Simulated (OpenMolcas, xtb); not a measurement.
**AlBH3Cl (SMILES [AlH2][BH]Cl): methods side by side**

The species is AlBH3Cl (6 atoms), meant as a singlet with charge 0. SMILES: `[AlH2][BH]Cl`. Geometry: a GFN2-xTB relaxation, a rough one for these elements and not checked as a minimum.

Quantity: the dipole moment, in D. The values are calculated.

```
                             level            kind     program  value (D)   CPU time
                          GFN2-xTB  semi-empirical         xtb       1.73  under 2 s
                          GFN0-xTB  semi-empirical         xtb       3.93  under 2 s
                          GFN1-xTB  semi-empirical         xtb       1.75  under 2 s
                 HF/ANO-R0 (sfX2C)    Hartree–Fock  OpenMolcas       2.98      2.4 s
                         HF/STO-3G    Hartree–Fock  OpenMolcas       1.63      1.6 s
                          HF/3-21G    Hartree–Fock  OpenMolcas       1.42      1.8 s
                       HF/def2-SVP    Hartree–Fock  OpenMolcas       1.19      3.3 s
                    SVWN5/def2-SVP             LDA  OpenMolcas       1.34      9.8 s
                      B3LYP/STO-3G   global hybrid  OpenMolcas       0.99      5.9 s
B3LYP/6-31G* (spherical functions)   global hybrid  OpenMolcas       1.08       13 s
```

The values span 0.99 to 3.93 D. Magnitudes only: a small dipole may point the other way at some levels. Sets without polarisation functions give poor dipoles. Without the sets that lack polarisation functions the rows with a basis span only 1.08 to 1.34 D. CPU times are rough (shared hosts, several kinds of processor): they show what a rung costs within a factor of a few.

The dipole depends more on how flexibly the density is described than on the choice between Hartree–Fock and a density functional. Within Hartree–Fock alone it falls from 2.98 D with ANO-R0 to 1.19 D with def2-SVP, whereas the three polarised-basis results lie close together. The molecule is sensitive because its dipole is a vector sum of polar contributions: electropositive aluminium bears hydridic hydrogens, while chlorine withdraws σ density from boron and returns some through π donation into its empty p orbital. Modest errors in these charge shifts can therefore alter the resultant considerably.

The nearness of B3LYP/STO-3G to B3LYP/6-31G* probably reflects error cancellation, since Hartree–Fock with the same minimal basis gives 1.63 D. GFN0-xTB stands apart at 3.93 D, plausibly because it lacks the self-consistent charge response of GFN1 and GFN2; the agreement between those two related models is not independent confirmation. Without a correlated wavefunction reference in a larger, diffuse basis, the polarised-basis results cannot be ranked for accuracy.
